**Question**

I'm looking at a PBEsol calculation in which a cubic crystal of AlGa₃N₄ is squeezed step by step.

Cubic AlGa3N4 (P-43m, 8 atoms per cell, a = 4.468 Å, 11.15 Å³ per atom), with cell and atoms relaxed at each pressure at zero temperature, keeping the symmetry. Ansatz 0.2.0, plane-wave PAW, scalar-relativistic PBEsol, no spin polarisation, cutoff 420 eV, 6×6×6 k mesh, Gaussian smearing of 0.02 eV. Changes are relative to the zero-pressure row.

```tsv
pressure (GPa)	volume change (%)	enthalpy change (eV/atom)	a change (%)
-1	0.53	-0.070	0.18
0	0.00	0.000	0.00
1	-0.53	0.069	-0.18
4	-2.01	0.275	-0.67
12	-5.42	0.811	-1.84
25	-9.94	1.645	-3.43
```

The first gigapascal takes 0.53 % off the volume. The last 13 GPa take off only another 4.5 %, which is about 0.35 % per gigapascal. Why does the crystal give way less and less, while its enthalpy climbs almost in a straight line? And does the negative enthalpy at −1 GPa mean that the stretched crystal is the more stable one?

**Answer**

The crystal stiffens mainly because its bonds themselves become stiffer as they shorten. The enthalpy hardly notices, because its slope is the volume itself, and even 25 GPa (250 000 bar) removes only a tenth of that. Both statements can be tested by starting from crystals simpler than the real one.

Take the enthalpy first, and imagine a crystal that can't be compressed at all. Enthalpy is H = E + PV, where E is the internal energy, P the pressure and V the volume. With V fixed, E stays constant and H rises in a perfectly straight line. An atom here occupies 11.15 Å³, and 1 eV/Å³ is 160.2 GPa, so the slope would be 11.15/160.2 = 0.070 eV per atom for each gigapascal.

Now let the crystal shrink. At zero temperature the work done on it goes entirely into its internal energy, dE = −P dV. The change of enthalpy is then dH = dE + P dV + V dP = V dP: the slope is still the volume, but now the volume at that pressure. It ends 10 % below its starting value, so averaged over the whole path it is roughly 5 % lower. The incompressible crystal would reach 1.74 eV per atom at 25 GPa and the computed one reaches 1.645, which is indeed about 5 % less. This is the slight bend in an otherwise straight line.

The same argument settles the row at −1 GPa, where the crystal is under tension. Its enthalpy lies below that of the zero-pressure row because PV is negative there. The internal energy has gone up, by about 0.2 meV per atom, too little for the calculation to resolve well. Enthalpies decide which of two structures is preferred at one and the same pressure; comparing them between pressures gives no ranking of stability.

The volume needs more thought. The bulk modulus B is the pressure needed per unit of relative compression, and near zero pressure it comes out at 192 GPa. This is a value for motionless nuclei; thermal and zero-point vibration usually make a real crystal slightly softer. If every gigapascal removed the same amount of the original volume, 25 GPa would remove 25/192, or 13 %. The computed loss is 9.9 %, so about three percentage points have to be explained.

The first part is a matter of counting. A constant bulk modulus means that each gigapascal removes the same fraction of the volume that is still there, as in V = V₀ exp(−P/B), with V₀ the volume at zero pressure. That brings the loss at 25 GPa down to 12.2 %.

The second part is geometry. In this crystal every atom has four neighbours, and the symmetry kept in the calculation leaves the network no way to fold up by tilting. A smaller cube therefore needs shorter bonds on average, though the Al–N and Ga–N bonds may not share the shortening equally. Suppose that each bond is an ideal spring, whose force grows in proportion to its shortening. As the crystal shrinks, the outside pressure acts on smaller faces, so more pressure is needed for the same force. With r the bond length and r₀ its value at zero pressure, this gives

P = 3B(y² − y), where y = r₀/r.

For 25 GPa, y² − y = 25/(3 × 192) = 0.043, so y = 1.042. The volume falls to 1/y³ = 0.885 of its starting value, a loss of about 11.5 %. Ideal springs do make a crystal that stiffens, but not nearly enough.

What remains, about half of the three points when they are taken in this order, must come from the forces between the atoms, because a real bond is not an ideal spring. Pushing nitrogen closer to a metal atom makes their filled electron shells overlap, and the Pauli principle then forces electrons into states of higher kinetic energy. This repulsion grows much faster on shortening than the attraction that holds the bond together, so each further step needs a larger increase in force than the one before. The table shows that such extra stiffening is there and how large it is; that shell repulsion is the reason is standard theory, which volumes alone can't prove. Nothing points to a sudden change of structure or a turn into a metal: the symmetry is held fixed, the volume falls smoothly, and the crystal keeps its band gap in every row.

How fast does the stiffening go? Between neighbouring rows the bulk modulus rises steadily, by about 4 GPa for every gigapascal applied. Call this rate B′; the ideal springs start with B′ = 1. If the modulus keeps rising at a constant rate, the volume follows Murnaghan's equation:

V/V₀ = (1 + B′P/B)^(−1/B′).

I fitted B and B′ to the four intervals between −1 and 12 GPa only, which gave B = 192 GPa and B′ = 4.1. The row at 25 GPa was not used, so it can serve as a test:

- B′P/B = 4.1 × 25/192 = 0.53
- V/V₀ = 1.53^(−1/4.1) = 0.90

The predicted loss is 9.9 %, the same as the computed one. The agreement is slightly less perfect than it looks, because the formula slightly overestimates the modulus of the last interval, by less than 1 %. A constant rate of stiffening is a good description over this range, not a law to be carried to much higher pressures. The printed output below compares it with the two simpler crystals row by row.

The rows at −1 and +1 GPa look like exact mirror images, but that is partly chance. Over so small a range the modulus changes by only a few per cent, and at exactly these pressures the formula gives a gain of 0.53 % and a loss of 0.51 %. The runs miss their target pressures by up to a few hundredths of a gigapascal, and measured from the zero-pressure run the squeezed crystal happens to be pushed slightly further than the stretched one is pulled. That hides the small difference. The curvature becomes plain only once P is a fair fraction of B/B′, here about 47 GPa. For a related crystal with a similar B′ but half the bulk modulus, the same bend should appear at half the pressure.

There is a second test, which uses the energies instead of the volumes. The energy stored in the crystal is the work done on it: pressure times the volume given up, added up over small steps. The more a crystal stiffens, the less it gives way at a given pressure, and the less energy it stores. Ideal springs would hold 96 meV per atom at 25 GPa, whereas the computed crystal holds 79, and the formula with rising modulus gives the same 79 although no energy went into its fit. This shows that the calculation's energies and pressures agree with each other; it is no comparison with experiment.

The stored energy is only about 5 % of the enthalpy change at 25 GPa. All the rest is PV, and the stiffening changes the volume in that term by only a few per cent. That is why a marked stiffening leaves so faint a trace in the enthalpy column.

The rule that the slope of the enthalpy is the volume also points to what the table leaves open. A denser structure has a flatter enthalpy line, so even if it starts higher it can end up lower once the pressure is great enough. AlN and GaN both do this: under pressure they change from four neighbours per atom to the rocksalt structure with six. The table follows the line of a single structure. At what pressure does the line of a denser one cross it, and is that below 25 GPa?

Output of the analysis:

```
Interval that ends at this row:
  row  middle pressure GPa  volume change % per GPa  bulk modulus GPa  enthalpy slope meV/atom per GPa  mean volume in the same unit
    0              -0.5158                    -0.53             189.5                               70                         69.76
    1               0.5068                    -0.53             193.7                               69                         69.39
    4                2.534                  -0.4933             202.5                            68.67                         68.69
   12                8.022                  -0.4263             224.4                               67                         66.99
   25                18.51                  -0.3477             265.5                            64.15                         64.23
fit of bloc on 4 rows (pmid < 10): constant 191.7 +/- 0.2, coefficient of pmid 4.088 +/- 0.047; rms 0.217, worst 4 -0.375, leave-one-out rms 0.782
  rows outside the fit (model, value, miss): 25 267.4, 265.5, 1.92
Volume change in %:
  row  computed  constant modulus  harmonic bonds  rising modulus
   -1      0.53            0.5264          0.5278          0.5322
    0         0                 0               0               0
    1     -0.53           -0.5402         -0.5387         -0.5343
    4     -2.01            -2.093          -2.071          -2.008
   12     -5.42            -6.074          -5.898          -5.426
   25     -9.94            -12.24          -11.55          -9.932
Energy stored in the crystal, meV/atom, and PV term:
  row  computed  harmonic bonds  rising modulus  PV term eV/atom
   -1    0.2375          0.1852          0.1872         -0.06994
    0         0               0       4.943e-13                0
    1    0.2125          0.1942          0.1921           0.0692
    4      2.75           2.901           2.783           0.2727
   12      21.6           24.15           21.61           0.7896
   25     79.04           96.49           78.82            1.566
Volume at zero pressure, cubic angstrom per atom: 11.15
Shrinkage per GPa in the last interval, % of that in the first: 65.6
Bulk modulus in the last interval over the fitted one at zero pressure: 1.385
Enthalpy change at 25 GPa if the volume stayed fixed, eV/atom: 1.739
Enthalpy saved by shrinking at 25 GPa, eV/atom: 0.09428
Stored energy as % of the enthalpy change at 25 GPa: 4.805
```
